## What the orbital gap suggests

The ion pair here consists of a saturated ammonium cation, a five-membered ring with a hexyl chain, and a tetrafluoroborate anion. Neither has a double bond or a low-lying empty orbital. The naive picture says that light must lift an electron across the gap between filled and empty orbitals. That gap is about 13 eV in this calculation, so the pair should be transparent well beyond 10 eV.

Absorption spectrum of one 1-hexyl-1-methylpyrrolidinium tetrafluoroborate ion pair in the gas phase, calculated with PySCF 2.14.0 (full TDDFT, wB97X-D/6-31G(d), GFN2-xTB geometry). Six singlet excitations, with core orbitals frozen and virtual orbitals above 1.5 Eh omitted, are each broadened by a Gaussian of 0.25 eV half-width at 1/e height.

```csv
photon energy (eV),molar absorptivity (L/(mol cm))
9.10,0.0
9.20,0.0
9.30,0.0
9.40,0.0
9.50,10.0
9.60,20.0
9.70,40.0
9.80,100.0
9.90,260.0
10.00,650.0
10.10,1370.0
10.20,2250.0
10.30,2840.0
```

Absorption appears at 9.50 eV and reaches 2840 L/(mol cm) at 10.30 eV. Two sizes are worth keeping in mind. The excitation costs about 3 eV less than the orbital gap, and the states behind the steep rise are together some fifty times stronger than those behind the faint foot.

## An electron that stays near its hole

The highest filled orbitals sit on the fluorine atoms of the anion, and the lowest empty orbital sits on the cation. The first four excited states therefore carry an electron mainly from one ion to the other. Chemists call this charge transfer.

The orbital gap overstates the price of that step. With the long-range exact exchange used here, the energy of an empty orbital roughly describes an extra electron added to the complete pair. An excited electron meets a different situation, because it leaves a hole behind on the anion. Electron and hole attract each other, and this attraction lowers the excitation energy.

The third singlet state, S3, shows the size of the effect, since one orbital pair dominates it. Its two orbitals lie 12.97 eV apart, yet the state lies near 9.95 eV, about 3 eV lower. The centres of hole and electron are 3.8 Å apart, and two opposite unit charges at such a distance do attract each other by a few electronvolts. Theory thus accounts for the order of magnitude, although other orbital pairs also mix into the state.

The same reasoning shows what to look at in a related salt. The first question is how tightly the anion holds its outermost electron. The second is how readily the cation takes it up, and the third is how the two ions sit relative to each other. Closer contact need not make the step cheaper. It strengthens the attraction between electron and hole, but it also widens the orbital gap: the cation's charge pulls the anion's filled orbitals down, and the anion's charge pushes the cation's empty orbitals up. For two point charges the widening is twice the attraction, so closer ions should need more energy.

## Why the first states are faint

A transition can be strong only when the electron and the hole share space, because only then can the light's electric field find a large oscillating dipole. An electron that jumps between two ions shares little space with its hole. The first three states, S1 to S3, are accordingly very weak.

Distance alone does not decide the matter. S1 and S4 have nearly the same separation of hole and electron, about 3.4 Å, but S4 is some 45 times stronger. Both draw mainly on the same two filled orbitals. They differ in where the electron goes: mostly the lowest empty orbital in S1, the next one up in S4. A plausible guess is that the second orbital overlaps the fluorine orbitals with less cancellation between positive and negative regions, but the calculation has not been analysed for this. S6 also sends its electron mainly to the second empty orbital, and it is strong too. S5, the strongest of the six, is a different mixture. Its largest part starts from a deeper filled orbital, and its hole and electron lie clearly closer together than in the other five states, so it is less clearly a jump between ions.

## From six lines to a curve

The calculation yields separate states, not a continuous edge. Each is drawn as a Gaussian, whose area is set by its oscillator strength $f$, the usual measure of how strongly a transition absorbs. The half-width is 0.25 eV, measured where the Gaussian has fallen to $1/e$ of its peak.

The position of a state follows from $f$ and its transition dipole $\mu$. In atomic units,

$$f=\tfrac{2}{3}E\mu^2 \quad\Rightarrow\quad E=\frac{3f}{2\mu^2}.$$

For S4, $f=0.01252$ and $\mu^2=0.0177^2+0.1499^2+0.1646^2=0.0499$. This gives $E=0.3765$ hartree, or 10.25 eV.

The row at 10.00 eV can now be built up. With the stated width, a Gaussian peaks at about $6.5\times10^4 f$ L/(mol cm), which is roughly 810 for S4. The row lies 0.25 eV below the centre of S4, almost exactly one half-width, so the peak value is divided by about $e$:

$$\frac{810}{e}\approx 300\ \text{L/(mol cm)}.$$

S4 alone thus supplies nearly half of the 650 in the table. S5 and S6 lie higher and are caught further out on their flanks. With them and a small remainder from S1 to S3, the sum comes to 637.

No constant was fitted in this sum of six Gaussians, and the output below gives it for every row. It stays within 17 L/(mol cm) of the table throughout. Since the table was itself made by broadening these states, the agreement does not test the physics. Its use is to reveal which states fill which row.

## The foot: 9.70 eV

At 9.70 eV the table has only 40 L/(mol cm), and about four fifths of the sum there comes from S1 to S3. At 9.90 eV their share is down to one fifth. The foot and the rise therefore belong to different groups of states.

This change of hands explains an irregularity in the growth. A single Gaussian, followed upwards from its far tail, grows by a smaller factor at each equal step. Here the factor is 2 from 9.60 to 9.70 eV but 2.6 from 9.80 to 9.90 eV. The weak states hold up the low end, and then the much stronger ones take over.

The apparent start at 9.50 eV is not the energy of a state either. The lowest state lies near 9.7 eV, uncertain by almost 0.2 eV because its small oscillator strength is rounded. What shows at 9.50 eV is mainly its broadened flank. At 9.40 eV the sum is still about 4 L/(mol cm), which becomes zero when values are rounded to tens.

## The top: 10.30 eV

The largest gain, 880 L/(mol cm), comes between 10.10 and 10.20 eV. A Gaussian is steepest at its half-width divided by $\sqrt2$ below its centre. The three strong states have their common centre at 10.34 eV, which puts the steepest point near 10.16 eV. Beyond it the curve still climbs, but by less: the last step adds 590.

The flattening is therefore what the chosen width produces as the curve approaches these three states. It does not establish a band maximum, because the curve is still rising in the last row. Only six states were sought, and higher ones could add intensity at this end. A fall just beyond the table could simply mean that the supply of states had run out.

The strong states call for further caution. S4 lies about 0.4 eV above the energy that roughly suffices to remove an electron from the pair, and S5 and S6 lie higher still. In reality an electron with that much energy can escape, and its possible energies form a continuum. The compact basis set keeps it near the ions and turns the continuum into a few separate levels. The positions and strengths of these levels depend on the basis, and without diffuse functions their energies come out too high.

The foot of the curve is affected as well. Rydberg states, in which the electron is spread widely around the pair, are missing here and could lie below S1, so the real onset is expected at a lower energy. Diffuse functions would also lower the first empty orbital. The gap of 13 eV, and the 3 eV between it and the excitation, therefore belong to this basis set and are not fixed properties of the salt.

## What this means for a device

Salts of this kind serve as electrolytes in double-layer capacitors, and related ionic liquids serve as gate media for transistors. The calculated onset lies far above visible light, so charge transfer within such a pair should not colour the electrolyte. The result applies to one isolated pair in one arrangement. In a liquid or a crystal each ion has several neighbours, which shift charge-transfer energies.

The optical onset should not be read as the voltage that the electrolyte withstands. Light creates an electron and a hole that remain close together and attract each other. At two separate electrodes, one ion is oxidised and another reduced far apart, and the surrounding liquid and the electrode surfaces help to set the cost.

Output of the analysis:

```
Absorptivity and its parts in L/(mol cm):
   row  table value  gain over row before  S1 to S3         S4         S5         S6  sum of six  percent from S1 to S3
   9.1            0                   n/a   0.03869   6.09e-07  4.144e-08  7.717e-10     0.03869                    100
   9.2            0                     0    0.2455  2.031e-05  1.798e-06  4.517e-08      0.2455                  99.99
   9.3            0                     0     1.148  0.0004917  5.662e-05   1.92e-06       1.148                  99.95
   9.4            0                     0     3.997   0.008645   0.001295  5.924e-05       4.007                  99.75
   9.5           10                    10     10.55     0.1104    0.02151   0.001327       10.68                  98.75
   9.6           20                    10     21.66      1.023     0.2595     0.0216       22.96                  94.32
   9.7           40                    20      35.5       6.89      2.272     0.2552       44.91                  79.03
   9.8          100                    60     47.26      33.68      14.45       2.19       97.58                  48.43
   9.9          260                   160      50.9      119.6      66.73      13.65       250.8                  20.29
  10.0          650                   390     43.38      308.2      223.8      61.74       637.1                  6.809
  10.1         1370                   720     28.47      576.9      544.9      202.8        1353                  2.104
  10.2         2250                   880     14.07      784.2      963.5      483.9        2246                 0.6266
  10.3         2840                   590      5.16        774       1237      838.2        2855                 0.1808
Energy of S1 in eV: 9.721
Energy of S2 in eV: 9.851
Energy of S3 in eV: 9.947
Energy of S4 in eV: 10.25
Energy of S5 in eV: 10.33
Energy of S6 in eV: 10.42
Uncertainty of S1 energy from rounded oscillator strength in eV: 0.1736
Uncertainty of S2 energy from rounded oscillator strength in eV: 0.5473
Uncertainty of S3 energy from rounded oscillator strength in eV: 0.09043
Summed oscillator strength of S4 to S6 over that of S1 to S3: 52.46
Oscillator strength of S4 over that of S1: 44.71
Orbital gap from HOMO-1 to LUMO in eV: 12.97
That gap less the energy of S3 in eV: 3.02
Energy of S4 above minus the HOMO energy in eV: 0.3554
Strength-weighted centre of S4 to S6 in eV: 10.34
Steepest point of one Gaussian at that centre in eV: 10.16
Largest miss of the six-state sum in L/(mol cm): 16.85
Factor from 9.80 to 9.90 eV: 2.6
Factor from 10.20 to 10.30 eV: 1.262
```
